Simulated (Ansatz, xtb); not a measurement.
**Ligand exchange: CH8OSi2 + BH(OH)2 → Si2H6O2 + BH(CH3)(OH)**

Species: CH8OSi2 `C[SiH2][SiH2]O`, singlet; BH(OH)2, singlet; Si2H6O2 `O[SiH2][SiH2]O`, singlet; BH(CH3)(OH), singlet. The partners trade CH3 for OH: Si–CH3 and B–OH bonds give way to Si–OH and B–CH3.

Shapes, held fixed at every level: PBE0-D4/def2-TZVP. Flexible molecules stand in one conformer, not always the lowest. Programs: Ansatz 0.2.0, xtb 6.7.1. Electronic energies: no zero-point or thermal term.

**Question.** Estimate ΔE of this reaction.

**Answer.** The highest level, CCSD(T)/CBS estimate, gives ΔE = +40.7 kJ/mol; the levels span -35.9 to +47.1. They disagree on the sign: 8 of 9 are positive. GFN2-xTB strays far from the other rows. The column of differences is taken from that level and isn't an error. No measured value is set beside it here. The CBS estimate extrapolates MP2 from def2-TZVPP and def2-QZVPP and adds CCSD(T) − MP2 in the triple-zeta set, cores frozen. Times are processor times on shared x86 and Arm servers, and rough.

| level | kind | ΔE (kJ/mol) | less CCSD(T)/CBS estimate | CPU time (sum over the molecules) |
| --- | --- | --- | --- | --- |
| GFN2-xTB | semi-empirical | -35.9 | -76.6 | 0.14 s |
| PBE-D4/def2-TZVPP | GGA | +47.1 | +6.4 | 24 s |
| r2SCAN-D4/def2-TZVPP | meta-GGA | +44.6 | +3.9 | 43 s |
| B3LYP-D4/def2-TZVPP | global hybrid | +41.1 | +0.4 | 44 s |
| PBE0-D4/def2-TZVPP | global hybrid | +46.4 | +5.7 | 27 s |
| B2PLYP/def2-TZVPP | double hybrid | +40.6 | -0.1 | 48 s |
| CCSD(T)/def2-TZVPP | coupled cluster or CI | +43.0 | +2.3 | 12 min |
| CCSD/def2-TZVPP | coupled cluster or CI | +41.8 | +1.1 | – |
| CCSD(T)/CBS estimate | coupled cluster or CI | +40.7 | 0.0 | 16 min |

The exchange is uphill: hydroxyl prefers boron and methyl prefers silicon. Silicon forms a strong, polar bond to oxygen, but trigonal boron also has an empty p orbital that accepts π density from the oxygen lone pairs. Replacing one hydroxyl with methyl removes a π donor and leaves only weak hyperconjugation in its place. The remaining hydroxyl can donate more strongly, but this probably recovers only part of the loss.

The density functionals and coupled-cluster levels all support the endothermic sign. The perturbative triples shift the energy only from +41.8 to +43.0 kJ/mol in the same basis, as expected for closed-shell molecules without strong static correlation. GFN2-xTB reverses the preference, probably because its parametrisation misjudges the balance between B–O and Si–O bonding. The near-coincidence of B3LYP-D4 and B2PLYP with the CBS estimate is no proof of superior accuracy, since the basis-set change in the coupled-cluster energy is larger than their deviations. The total reaction energy alone can't separate π donation from differences in σ-bond strength.
